\section*{Semicanonical orbitals and the second-order energy on an ROHF reference}

\subsection*{Premises and notation}

I take the clamped-nucleus, spin-free electronic Hamiltonian $\hat H$ in a finite orthonormal orbital basis. The reference $\Phi_0$ is one high-spin determinant with $M_S=S$. Its spatial orbitals fall into a closed set $c$ (indices $k,l$, both spins occupied), an open set $o$ (indices $t,u$, only $\alpha$ occupied) and an empty set $v$ (indices $v,w$). For spin orbitals, $i,j$ are occupied in $\Phi_0$, $a,b$ are empty, and $p,q,r,s$ are arbitrary. The integrals are
\begin{equation}
(pq|rs)=\frac{e^2}{4\pi\varepsilon_0}\iint \frac{\phi_p^*(1)\phi_q(1)\,\phi_r^*(2)\phi_s(2)}{r_{12}}\,d1\,d2 ,
\end{equation}
and $\langle pq\|rs\rangle=(pr|qs)-(ps|qr)$, with spin included in the integration. Spin operators are in units of $\hbar$.

The spin-orbital Fock matrix of $\Phi_0$ is $f_{pq}=h_{pq}+\sum_i\langle pi\|qi\rangle$. It is diagonal in spin. With $J^X_{pq}=\sum_{r\in X}(pq|rr)$ and $K^X_{pq}=\sum_{r\in X}(pr|rq)$ over spatial orbitals, and exchange acting only between like spins,
\begin{equation}
F^\alpha=\bar F-\tfrac12K^o,\qquad F^\beta=\bar F+\tfrac12K^o,\qquad
\bar F=h+2J^c-K^c+J^o-\tfrac12K^o .
\label{fock}
\end{equation}
Wick's theorem, with normal order $\{\cdot\}$ relative to $\Phi_0$, rewrites the Hamiltonian exactly as
\begin{equation}
\hat H=E_{\rm ref}+\sum_{pq}f_{pq}\{a_p^\dagger a_q\}+\tfrac14\sum_{pqrs}\langle pq\|rs\rangle\{a_p^\dagger a_q^\dagger a_sa_r\},
\label{wick}
\end{equation}
with $E_{\rm ref}=\langle\Phi_0|\hat H|\Phi_0\rangle$. I define $\Phi_i^a=a_a^\dagger a_i\Phi_0$ and $\Phi_{ij}^{ab}=a_a^\dagger a_b^\dagger a_ja_i\Phi_0$. Acting on $\Phi_0$, a normal-ordered string survives only if it creates particles and holes and destroys none. In the two-body sum four index orders give the same $\Phi_{ij}^{ab}$ with the same sign, which cancels the factor $\tfrac14$. Hence
\begin{equation}
\hat H\Phi_0=E_{\rm ref}\Phi_0+\sum_{ia}f_{ai}\Phi_i^a+\sum_{i<j}\sum_{a<b}\langle ab\|ij\rangle\Phi_{ij}^{ab}.
\label{hphi}
\end{equation}
This holds for any orthonormal spin orbitals that build $\Phi_0$; no stationarity has been used.

\subsection*{Step 1: what ROHF stationarity fixes}

If an occupied spin orbital changes as $\psi_i\to\psi_i+x\psi_a$, then $\Phi_0\to\Phi_0+x\Phi_i^a$, and \eqref{hphi} gives $\delta E=2\,{\rm Re}(xf_{ia})$ to first order. ROHF varies spatial orbitals common to both spins, so there are three kinds of rotation. Mixing $k$ with $v$ excites both spins, $\delta E=2\,{\rm Re}[x(F^\alpha_{kv}+F^\beta_{kv})]$. Mixing $k$ with $t$ (that is $\phi_k\to\phi_k+x\phi_t$, $\phi_t\to\phi_t-x^*\phi_k$) only rotates two occupied $\alpha$ orbitals into each other, which leaves the $\alpha$ string unchanged to first order, and excites the $\beta$ electron. Mixing $t$ with $v$ excites only $\alpha$. Since $x$ is arbitrary,
\begin{equation}
F^\alpha_{kv}+F^\beta_{kv}=0,\qquad F^\beta_{kt}=0,\qquad F^\alpha_{tv}=0 .
\label{rohf}
\end{equation}
The first condition reads $\bar F_{kv}=0$, and \eqref{fock} then gives
\begin{equation}
F^\alpha_{kv}=-\tfrac12K^o_{kv},\qquad F^\beta_{kv}=+\tfrac12K^o_{kv}.
\label{brill}
\end{equation}
So Brillouin's theorem fails spin by spin: singles $c\to v$ couple to $\Phi_0$, with opposite signs for the two spins. Likewise $F^\alpha_{kt}=-K^o_{kt}$ and $F^\beta_{tv}=+K^o_{tv}$ are not zero in general. These two lie inside the occupied $\alpha$ space and the empty $\beta$ space.

Conditions \eqref{rohf} say nothing about the blocks $cc$, $oo$, $vv$. The usual effective matrix carries the three quantities of \eqref{rohf} off the diagonal and $A_XF^\alpha+B_XF^\beta$ in each diagonal block $X$, with constants chosen by convention (Guest and Saunders: $\tfrac12,\tfrac12$ throughout; Roothaan: $-\tfrac12,\tfrac32$ for $c$, $\tfrac12,\tfrac12$ for $o$, $\tfrac32,-\tfrac12$ for $v$). At convergence the matrix is block diagonal, so for a given ROHF solution each choice only selects a basis inside $c$, $o$ and $v$, together with its own eigenvalues. Those eigenvalues cannot serve as denominators without importing the convention.

\subsection*{Step 2: the semicanonical rotation}

Let $P^c,P^o,P^v$ be the projectors on the three spaces. The occupied and empty projectors per spin are $O^\alpha=P^c+P^o$, $V^\alpha=P^v$, $O^\beta=P^c$, $V^\beta=P^o+P^v$. For $\sigma=\alpha,\beta$ I solve four Hermitian eigenproblems, each within the range of its projector:
\begin{equation}
O^\sigma F^\sigma O^\sigma\,\phi_i^\sigma=\epsilon_i^\sigma\phi_i^\sigma,\qquad
V^\sigma F^\sigma V^\sigma\,\phi_a^\sigma=\epsilon_a^\sigma\phi_a^\sigma .
\label{semi}
\end{equation}
That is, $F^\alpha$ is diagonalised in $c+o$ and in $v$, and $F^\beta$ in $c$ and in $o+v$.

\emph{The determinant.} The new occupied orbitals are $\phi_i^\sigma=\sum_p\phi_pU^\sigma_{pi}$ with $U^\sigma$ unitary on the occupied orbitals of spin $\sigma$. The creators anticommute, so $\prod_i\sum_pa_p^\dagger U_{pi}=\det U\prod_pa_p^\dagger$, and
\begin{equation}
\Phi_0\to\det U^\alpha\,\det U^\beta\,\Phi_0 .
\end{equation}
The factor has modulus one, a sign for real orbitals. The state, its energy and its spin purity are unchanged, although $\alpha$ and $\beta$ orbitals now differ in space. Rotations among empty orbitals do not touch $\Phi_0$.

\emph{The Fock operators.} The sum $\sum_i\langle pi\|qi\rangle$ depends on the occupied orbitals only through the kernels $\sum_i\phi_i^\sigma(\mathbf r)\phi_i^{\sigma*}(\mathbf r')$, which are the projectors $O^\sigma$. These do not change, so $F^\alpha$ and $F^\beta$ stay the same operators, and \eqref{semi} is solved once, without iteration.

\emph{The eigenvalues.} A change of canonicalisation is a unitary $W=W^c\oplus W^o\oplus W^v$ on the orbital labels. It leaves $P^c,P^o,P^v$ fixed, hence $O^\sigma$, $V^\sigma$, $F^\sigma$ and the four operators in \eqref{semi}. Their matrices go to $W^\dagger(\cdots)W$, a similarity transformation. The $\epsilon_p^\sigma$ are therefore independent of $A_X,B_X$, and so are the orbitals, up to phases and to mixing within degenerate levels.

\emph{What is left over.} The occupied--empty block is rotated, not removed. With $\tilde U^\sigma$ the unitary on the empty orbitals, \eqref{rohf} and \eqref{brill} give
\begin{equation}
f^\alpha_{ia}=-\tfrac12\sum_{kv}U^{\alpha*}_{ki}K^o_{kv}\tilde U^\alpha_{va},\qquad
f^\beta_{ia}=+\tfrac12\sum_{kv}U^{\beta*}_{ki}K^o_{kv}\tilde U^\beta_{va},
\label{fia}
\end{equation}
and unitarity yields $\sum_{ia}|f^\alpha_{ia}|^2=\sum_{ia}|f^\beta_{ia}|^2=\tfrac14\sum_{kv}|K^o_{kv}|^2$.

\subsection*{Step 3: partition and second order}

I choose as zero-order operator the occupied--occupied and empty--empty parts of the Fock operator,
\begin{equation}
\hat H_0=\sum_{ij}f_{ij}a_i^\dagger a_j+\sum_{ab}f_{ab}a_a^\dagger a_b=\sum_p\epsilon_pa_p^\dagger a_p ,\qquad \hat V=\hat H-\hat H_0 .
\label{h0}
\end{equation}
The first form is the one-particle operator $OfO+VfV$ and needs no particular basis. The second holds in semicanonical orbitals. The full Fock operator would not do, because its $f_{ai}$ part maps $\Phi_0$ on singles. Counting $f_{ai}$ as first order is a choice that defines the method. It is the partition of Knowles, Andrews, Amos, Handy and Pople (1991), and its second-order energy coincides with that of Lauderdale, Stanton, Gauss, Watts and Bartlett (1991).

Every determinant $\Phi_\mu$ of semicanonical spin orbitals is an eigenfunction of $\hat H_0$, with $E^{(0)}_\mu$ the sum of its orbital energies. For the reference $E^{(0)}=\sum_i\epsilon_i$. Insert $\Psi=\Phi_0+\lambda\Psi^{(1)}+\dots$, with $\langle\Phi_0|\Psi^{(n)}\rangle=0$, into $(\hat H_0+\lambda\hat V)\Psi=E\Psi$. Order $\lambda$ gives
\begin{equation}
(\hat H_0-E^{(0)})\Psi^{(1)}=(E^{(1)}-\hat V)\Phi_0 .
\label{first}
\end{equation}
Projection on $\Phi_0$ gives $E^{(1)}=\langle\Phi_0|\hat V|\Phi_0\rangle$, so $E^{(0)}+E^{(1)}=E_{\rm ref}=E_{\rm ROHF}$. Projection on $\Phi_\mu\neq\Phi_0$ uses $\langle\Phi_\mu|\hat V|\Phi_0\rangle=\langle\Phi_\mu|\hat H|\Phi_0\rangle$, valid because $\hat H_0\Phi_0\propto\Phi_0$. By \eqref{hphi} only singles and doubles appear, and $E^{(0)}-E^{(0)}_\mu$ is the sum of hole energies minus the sum of particle energies:
\begin{equation}
t_i^a=\frac{f_{ai}}{\epsilon_i-\epsilon_a},\qquad
t_{ij}^{ab}=\frac{\langle ab\|ij\rangle}{\epsilon_i+\epsilon_j-\epsilon_a-\epsilon_b}.
\end{equation}
Order $\lambda^2$ reads $(\hat H_0-E^{(0)})\Psi^{(2)}=(E^{(1)}-\hat V)\Psi^{(1)}+E^{(2)}\Phi_0$. Projected on $\Phi_0$, the left side and the $E^{(1)}$ term vanish, so $E^{(2)}=\langle\Phi_0|\hat V|\Psi^{(1)}\rangle$. The doubles summand is symmetric under $i\leftrightarrow j$ and $a\leftrightarrow b$ and zero for equal indices, so $\sum_{i<j}\sum_{a<b}=\tfrac14\sum_{ijab}$, and
\begin{equation}
E^{(2)}=\sum_{ia}\frac{|f_{ia}|^2}{\epsilon_i-\epsilon_a}+\frac14\sum_{ijab}\frac{|\langle ij\|ab\rangle|^2}{\epsilon_i+\epsilon_j-\epsilon_a-\epsilon_b}.
\label{e2}
\end{equation}
The sums run over semicanonical spin orbitals. In the opposite-spin part, $i,a\in\alpha$ and $j,b\in\beta$, the exchange piece vanishes. Each such double occurs four times in the free sum, so it contributes $|(ia|jb)|^2/(\epsilon_i^\alpha+\epsilon_j^\beta-\epsilon_a^\alpha-\epsilon_b^\beta)$ once. Without an open shell $K^o=0$, the singles vanish and \eqref{e2} is closed-shell MP2.

\subsection*{Step 4: invariance of $E^{(2)}$}

If all denominators are negative, $1/D=-\int_0^\infty e^{\tau D}d\tau$, with $\tau$ in J$^{-1}$. Put $G^O=e^{\tau f_{OO}}$ and $G^V=e^{-\tau f_{VV}}$, exponentials of the diagonal blocks. Then
\begin{align}
E^{(2)}_{S}&=-\int_0^\infty\! d\tau\;{\rm tr}\,[G^Of_{OV}G^Vf_{VO}],\\
E^{(2)}_{D}&=-\tfrac14\int_0^\infty\! d\tau\sum\langle ij\|ab\rangle G^V_{aa'}G^V_{bb'}\langle a'b'\|i'j'\rangle G^O_{i'i}G^O_{j'j},
\end{align}
summed over all eight indices. In the semicanonical basis the $G$ are diagonal and \eqref{e2} returns. Every index occurs once as a bra and once as a ket, so any unitary within $O^\sigma$ or $V^\sigma$ cancels. This covers the canonicalisation, the phases and degenerate levels. Semicanonical orbitals are simply the basis in which \eqref{first} needs no linear solve. Dropping the off-diagonal $f_{ij}$ and $f_{ab}$ in some other basis defines another $\hat H_0$.

\subsection*{Step 5: spin}

Write $\hat H_0=\sum_\sigma\sum_{pq}G_0^\sigma{}_{pq}\,a^\dagger_{p\sigma}a_{q\sigma}$ in the common ROHF orbitals, with $G_0^\sigma=O^\sigma F^\sigma O^\sigma+V^\sigma F^\sigma V^\sigma$, and $\hat S_+=\sum_pa^\dagger_{p\alpha}a_{p\beta}$. From $[a_p^\dagger a_q,a_r^\dagger a_s]=\delta_{qr}a_p^\dagger a_s-\delta_{ps}a_r^\dagger a_q$ follows $[\hat S_+,\hat H_0]=\sum_{pq}(G_0^\beta-G_0^\alpha)_{pq}a^\dagger_{p\alpha}a_{q\beta}\ne0$. So $\Psi^{(1)}$ need not have spin $S$. The mechanism shows in the three determinants with $k,t,v$ singly occupied in a doublet: $\Phi_A=a^\dagger_{v\alpha}a_{k\alpha}\Phi_0$, $\Phi_B=a^\dagger_{v\beta}a_{k\beta}\Phi_0$, $\Phi_C=a^\dagger_{v\alpha}a^\dagger_{t\beta}a_{k\beta}a_{t\alpha}\Phi_0$. Let $X=a^\dagger_{v\alpha}a_{k\beta}\Phi_0$. The commutator rule and $\hat S_+\Phi_0=0$ give $\hat S_+\Phi_A=-X$ and $\hat S_+\Phi_B=X$. For $\Phi_C=-(a^\dagger_{v\alpha}a_{k\beta})(a^\dagger_{t\beta}a_{t\alpha})\Phi_0$ the first factor commutes with $\hat S_+$ and the second gives $n_{t\alpha}-n_{t\beta}=1$, so $\hat S_+\Phi_C=-X$. Thus
\begin{equation}
\hat S_+(t_A\Phi_A+t_B\Phi_B+t_C\Phi_C)=(-t_A+t_B-t_C)X .
\label{splus}
\end{equation}
The couplings to $\Phi_0$ are $(-\tfrac12,+\tfrac12,+1)K^o_{vk}$, for which the bracket vanishes, as it must since $[\hat H,\hat S_+]=0$. Unequal denominators destroy the cancellation. Because $\hat S^2=\hat S_-\hat S_++\hat S_z(\hat S_z+1)$ and $\hat S_+\Phi_0=0$, one has $\langle\hat S^2\rangle=S(S+1)+\|\hat S_+\Psi^{(1)}\|^2$ through second order. In $E^{(2)}=\langle\Phi_0|\hat H|\Psi^{(1)}\rangle$ only the spin-$S$ part of $\Psi^{(1)}$ survives, because $\hat H\Phi_0$ has pure spin. The amplitude of that part still reflects the spin-dependent denominators.

\subsection*{Range of validity}

(i) The reference is a single high-spin determinant; low-spin open shells and two-configuration references have no $\Phi_0$ of this kind. Equation \eqref{e2} itself needs only \eqref{hphi} and \eqref{h0}, while \eqref{brill} and \eqref{fia} need convergence. (ii) Each spin needs a gap, $\max\epsilon_i^\sigma<\min\epsilon_a^\sigma$, and amplitudes $|t|\ll1$. A stretched bond makes a double excitation important and second order unreliable. (iii) A state degenerate with $\Phi_0$ under $\hat H$ must be uncoupled by symmetry. (iv) The invariance is with respect to canonicalisation at a fixed ROHF solution and a fixed partition; other partitions give other second-order energies. (v) A frozen core or a truncated virtual space keeps the invariance only if it is selected after semicanonicalisation, or by a projector fixed in advance. (vi) The energy is not a variational bound. It is additive for non-interacting fragments if the ROHF orbitals localise on them, since $f$ is then block diagonal and mixed terms have zero numerators. (vii) Spin--orbit coupling is absent from $\hat H$.

\subsection*{Illustration: a valence minimal-basis model of OH}

The $X\,^2\Pi$ state has the configuration $1\sigma^22\sigma^23\sigma^2\pi_x^2\pi_y^1$, a $B_2$ determinant in $C_{2v}$, with $z$ from O to H. I absorb $1\sigma$ into $h$ and keep orthonormal functions $s,p_x,p_y,p_z$ on O and $\eta$ on H. Then $c=\{2\sigma,3\sigma,\pi_x\}$, $o=\{\pi_y\}$, $v=\{4\sigma\}$, and $\pi_{x,y}=p_{x,y}$. The model drops all two-centre products such as $s\eta$ from the two-electron integrals. The partner $\pi_x^1\pi_y^2$ is the $\beta$ single $\pi_x\to\pi_y$ and has $B_1$ symmetry; $\hat H_0$ and $\hat V$ are totally symmetric in $C_{2v}$, so it never mixes in and condition (iii) holds.

\emph{One-centre integrals.} I use Slater $n=2$ functions with the typical exponent $\zeta=2.275/a_0$ from Slater's rules and a $1s$ function with the typical molecular exponent $\zeta_{\rm H}=1.2/a_0$. With $x=2\zeta r$ the radial integrals are
\begin{equation}
R^k=\frac{e^2\zeta}{4\pi\varepsilon_0}\,\frac{4}{576}\int_0^\infty\! y^{4+k}e^{-y}\int_y^\infty\! x^{3-k}e^{-x}\,dx\,dy ,
\end{equation}
which gives the factors $93/256$, $185/768$, $45/256$ of $e^2\zeta/4\pi\varepsilon_0$ for $k=0,1,2$. In aJ ($10^{-18}$ J): $R^0=3.6032$, $R^1=2.3892$, $R^2=1.7435$. The angular factors of the multipole expansion give $(ss|ss)=(ss|pp)=R^0$, $K_{sp}=(sp|sp)=R^1/3=0.7964$, $K_{pp}=(p_yp_z|p_yp_z)=3R^2/25=0.2092$ and $J_{yy}=(p_yp_y|p_yp_y)=R^0+g=3.8821$ with $g=4R^2/25=0.2790$. For hydrogen $\gamma_{\rm H}=\tfrac58e^2\zeta_{\rm H}/4\pi\varepsilon_0=3.2698$.

\emph{Assumed inputs}, all in aJ: $(ss|\eta\eta)=\gamma=2.15$, $(p_zp_z|\eta\eta)=\gamma+Q$ with $Q=0.20$, $(sp_z|\eta\eta)=D=0.55$. At the typical bond length of 97 pm the point-charge and point-dipole values of $\gamma$ and $D$ are 2.378 and 0.82, the dipole length being $5/(2\sqrt3\zeta)$; I chose smaller values to allow for penetration. The assumed diagonal elements of $\bar F$ are $-5.70$ ($2\sigma$), $-2.85$ ($3\sigma$), $+2.80$ ($4\sigma$), $-2.35$ ($\pi_x$). The assumed orbitals over $(s,p_z,\eta)$ are $2\sigma=(19,4,8)/21$, $3\sigma=(-8,16,11)/21$, $4\sigma=(4,13,-16)/21$, an exactly orthonormal set that puts 0.84 electron on H. Taking $\bar F$ diagonal in these orbitals satisfies \eqref{rohf} and is the Guest--Saunders basis. It is self-consistent by construction: three eigenvalues and three angles fix the six elements of $h$ in the $\sigma$ space. I carry unrounded numbers; the digits below let the arithmetic be traced and do not express accuracy for the molecule.

\emph{Fock blocks.} Since $(sp_y|p_yp_z)=0$ by parity, $K^o_{pq}=s_ps_qK_{sp}+z_pz_qK_{pp}$ in terms of the coefficients $s_p,z_p$. In the order $2\sigma,3\sigma,4\sigma$,
\begin{equation}
K^o=\begin{pmatrix}0.6595&-0.2441&0.1619\\-0.2441&0.2370&0.0409\\0.1619&0.0409&0.1091\end{pmatrix}{\rm aJ}.
\end{equation}
The open orbital is the only $b_2$ function, so here it mixes with neither $c$ nor $v$; a larger basis would mix $\pi_y$ with $2\pi_y$ for $\beta$ spin. The remaining task is the $2\sigma,3\sigma$ block, from \eqref{fock}:
\begin{equation}
F^\alpha=\begin{pmatrix}-6.0298&0.1221\\0.1221&-2.9685\end{pmatrix},\qquad
F^\beta=\begin{pmatrix}-5.3702&-0.1221\\-0.1221&-2.7315\end{pmatrix}.
\end{equation}
With $2\sigma'=\cos\theta\,2\sigma+\sin\theta\,3\sigma$, $3\sigma'=-\sin\theta\,2\sigma+\cos\theta\,3\sigma$ and $\tan2\theta=2F_{23}/(F_{22}-F_{33})$, I find $\theta_\alpha=-0.0398$ rad and $\theta_\beta=+0.0461$ rad. For the $\pi$ levels, $h$ and the $\sigma$ electrons add the same $h'$ to $p_x$ and $p_y$, so $\epsilon_x^\alpha=h'+J_{xx}+J_{xy}-K_{pp}$, $\epsilon_x^\beta=\epsilon_x^\alpha+K_{pp}$, $\epsilon_y^\alpha=h'+2J_{xy}-K_{pp}$, $\epsilon_y^\beta=\epsilon_y^\alpha+J_{yy}$. With $J_{xx}-J_{xy}=6R^2/25=2K_{pp}$ this gives $\epsilon_y^\alpha=\epsilon_x^\alpha-2K_{pp}$. The semicanonical energies in aJ are
\begin{center}
\begin{tabular}{lrrrrr}
 &$2\sigma$&$3\sigma$&$\pi_x$&$\pi_y$&$4\sigma$\\
$\alpha$&$-6.035$&$-2.964$&$-2.455$&$-2.873$&$2.745$\\
$\beta$&$-5.376$&$-2.726$&$-2.245$&$1.009$&$2.855$
\end{tabular}
\end{center}
with $\pi_y\beta$ and both $4\sigma$ empty, so both gaps are open.

\emph{Allowed excitations.} Singles must be $\sigma\to4\sigma$: four terms. There is one empty $\alpha$ orbital, hence no $\alpha\alpha$ double. The empty $\beta$ pair $\pi_y4\sigma$ is $b_2$, which no occupied $\beta$ pair matches. Opposite-spin doubles into $4\sigma\alpha\,4\sigma\beta$ come from four $\sigma\sigma$ pairs and from $\pi_x\pi_x$, the last with integral $(4\sigma\pi_x|4\sigma\pi_x)=K^o_{44}$. Doubles into $4\sigma\alpha\,\pi_y\beta$ come from $\pi_y\alpha$ and $k\beta$, with integral $K^o_{4k}$ rotated by $\theta_\beta$; these are the $\Phi_C$ of Step 5. For the $\sigma$ pairs the product $4\sigma\cdot k$ equals $a_ss^2+a_zp_z^2+a_\eta\eta^2+b\,sp_z$, with $441(a_s,a_z,a_\eta,b)=(76,52,-128,263)$ for $2\sigma$ and $(-32,208,-176,-40)$ for $3\sigma$. Orthogonality gives $a_s+a_z=-a_\eta$, which reduces $M_{kl}=(4\sigma k|4\sigma l)$ to
\begin{equation}
M_{kl}=\Gamma a_\eta a_\eta'+g\,a_za_z'+K_{sp}bb'+D(a_\eta b'+ba_\eta')+Q(a_\eta a_z'+a_za_\eta'),
\end{equation}
primes marking $l$, with $\Gamma=R^0+\gamma_{\rm H}-2\gamma=2.5730$ aJ. The result is $M_{22}=0.2998$, $M_{23}=0.1173$, $M_{33}=0.4429$ aJ. The first index is then rotated by $\theta_\alpha$ and the second by $\theta_\beta$. A bar marks $\beta$ spin; terms are in zJ ($10^{-21}$ J).
\begin{center}
\begin{tabular}{lrrr}
excitation&coupling/aJ&denominator/aJ&term/zJ\\
$2\sigma\to4\sigma$&$-0.0801$&$-8.780$&$-0.730$\\
$3\sigma\to4\sigma$&$-0.0236$&$-5.709$&$-0.098$\\
$\overline{2\sigma}\to\overline{4\sigma}$&$0.0818$&$-8.230$&$-0.813$\\
$\overline{3\sigma}\to\overline{4\sigma}$&$0.0167$&$-5.580$&$-0.050$\\
$\pi_y\overline{2\sigma}\to4\sigma\overline{\pi_y}$&$0.1636$&$-12.003$&$-2.231$\\
$\pi_y\overline{3\sigma}\to4\sigma\overline{\pi_y}$&$0.0334$&$-9.353$&$-0.119$\\
$\pi_x\overline{\pi_x}\to4\sigma\overline{4\sigma}$&$0.1091$&$-10.300$&$-1.155$\\
$2\sigma\overline{2\sigma}\to4\sigma\overline{4\sigma}$&$0.2992$&$-17.010$&$-5.261$\\
$2\sigma\overline{3\sigma}\to4\sigma\overline{4\sigma}$&$0.0858$&$-14.360$&$-0.513$\\
$3\sigma\overline{2\sigma}\to4\sigma\overline{4\sigma}$&$0.1496$&$-13.940$&$-1.605$\\
$3\sigma\overline{3\sigma}\to4\sigma\overline{4\sigma}$&$0.4408$&$-11.290$&$-17.214$
\end{tabular}
\end{center}
The singles sum to $-1.69$ zJ ($-1.02$ kJ/mol) and the doubles to $-28.10$ zJ ($-16.92$ kJ/mol), so the model's $E^{(2)}=-29.79$ zJ ($-17.94$ kJ/mol), of which the singles are 5.7 per cent. The largest amplitude is $-0.039$, for the last row, so condition (ii) holds. To apply \eqref{splus} I rotate the amplitudes back to the ROHF orbitals; the $\sigma\sigma$ doubles add $(T_{23}-T_{32})^2$, the square of their antisymmetric part. This gives $\|\hat S_+\Psi^{(1)}\|^2=4.1\times10^{-5}$ on top of $3/4$.

\emph{Dependence on the convention.} Roothaan's constants give the blocks $\bar F+K^o$ in $c$ and $\bar F-K^o$ in $v$, with eigenvalues $-5.065$, $-2.589$ and $2.691$ aJ in place of $-5.70$, $-2.85$ and $2.80$. If I use each canonical set with its own eigenvalues as denominators, the four $\sigma\sigma$ doubles sum to $-24.59$ zJ (Guest--Saunders) or $-25.92$ zJ (Roothaan). The spread, 1.32 zJ, is close to the whole singles term. The semicanonical sum is $-24.59$ zJ from either starting set; its closeness to the first figure is a feature of this block, where the $\pm\tfrac12K^o$ shifts largely cancel in an $\alpha\beta$ pair.

One term outside $\hat H$ is as large as the singles. A typical spin--orbit splitting of OH $X\,^2\Pi$ of $1.39\times10^4$ m$^{-1}$ corresponds to 2.76 zJ and lowers the lower component by 1.38 zJ. The total of about $-30$ zJ belongs to the model and not to the molecule. A typical valence second-order energy of OH near the basis-set limit is about $-1$ aJ, so the model recovers roughly 3 per cent of it. The cause is the single empty spatial orbital: there are no $2\pi$, $\delta$ or further $\sigma$ functions to correlate the electrons on oxygen. The same lack removes the $\pi_x\to2\pi_x$ singles, so the 5.7 per cent share does not carry over to larger bases.